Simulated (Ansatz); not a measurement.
Hf3H8: phonon entropy against temperature

Results calculated with Ansatz 0.2.0, not measured. Harmonic vibrational free energy, entropy and heat capacity at constant volume, per atom, from the force constants of a q mesh, imaginary modes left out; plane waves with PAW datasets, Gamma-centred k mesh.

Structure of every row (space group Pm-3m, No. 221):
```
Hf3H8
1.0
      4.6568     0.0000     0.0000
      0.0000     4.6568     0.0000
      0.0000     0.0000     4.6568
Hf H
3 8
Direct
  0.50000 0.00000 0.00000
  0.00000 0.50000 0.00000
  0.00000 0.00000 0.50000
  0.74528 0.74528 0.74528
  0.25472 0.25472 0.74528
  0.25472 0.74528 0.25472
  0.74528 0.25472 0.25472
  0.74528 0.74528 0.25472
  0.25472 0.25472 0.25472
  0.74528 0.25472 0.74528
  0.25472 0.74528 0.74528
```

Settings of every row: functional PBE; dispersion none; spin none; wave cutoff 420 eV; k mesh 8x8x8; occupations fermi dirac; smearing width 0.15 eV; pressure 0 GPa; phonon method linear response; q mesh 2x2x2.

Limits: metal sensitive to the k mesh; phonon interpolation lacks quadrupole term; no spin-orbit coupling, which can matter with elements this heavy; the cell comes from a prototype or a list of computed structures and needn't be the stable phase.

```csv
row,temperature (K),phonon entropy (kB/atom),phonon free energy (meV/atom),phonon heat capacity (kB/atom)
1,200,1.114,148.4,0.847
2,300,1.507,137.1,1.133
3,400,1.881,122.5,1.483
4,500,2.246,104.7,1.795
5,600,2.596,83.9,2.044
6,700,2.926,60,2.233
7,800,3.234,33.5,2.376
8,900,?,?,?
9,1000,3.787,-27.1,2.57
```

Question: what phonon entropy should row 8 give?

Worked fit of phonon entropy. Entropy rises as the heat capacity times the change of ln T, so take t = ln(T / 300 K). The shown rows have t = -0.4055, 0, 0.2877, 0.5108, 0.6931, 0.8473, 0.9808, 1.204. Least squares give phonon entropy = 1.495 + 1.17397 × t + 0.60628 × t² kB/atom; a straight line predicts inner rows, each left out in turn, worse (root mean square 0.12 against 0.0085 kB/atom). The rows lie off it by -0.005, 0.012, -0.002, -0.007, -0.004, 0.001, 0.004, 0.000 (root mean square 0.0056 kB/atom). The slope at t = 0, 1.17 kB/atom, estimates the heat capacity at 300 K. The withheld row has t = 1.0986, so the fit gives 1.495 + 1.17397 × (1.0986) + 0.60628 × (1.0986)² = 3.516 kB/atom.

The calculation gave 3.521 kB/atom. The fit lies 0.005 kB/atom (0.19 % of the column's range) below it; its largest miss of a shown row is 0.012 kB/atom.

The other values of row 8: phonon free energy 4.4 meV/atom; phonon heat capacity 2.486 kB/atom.
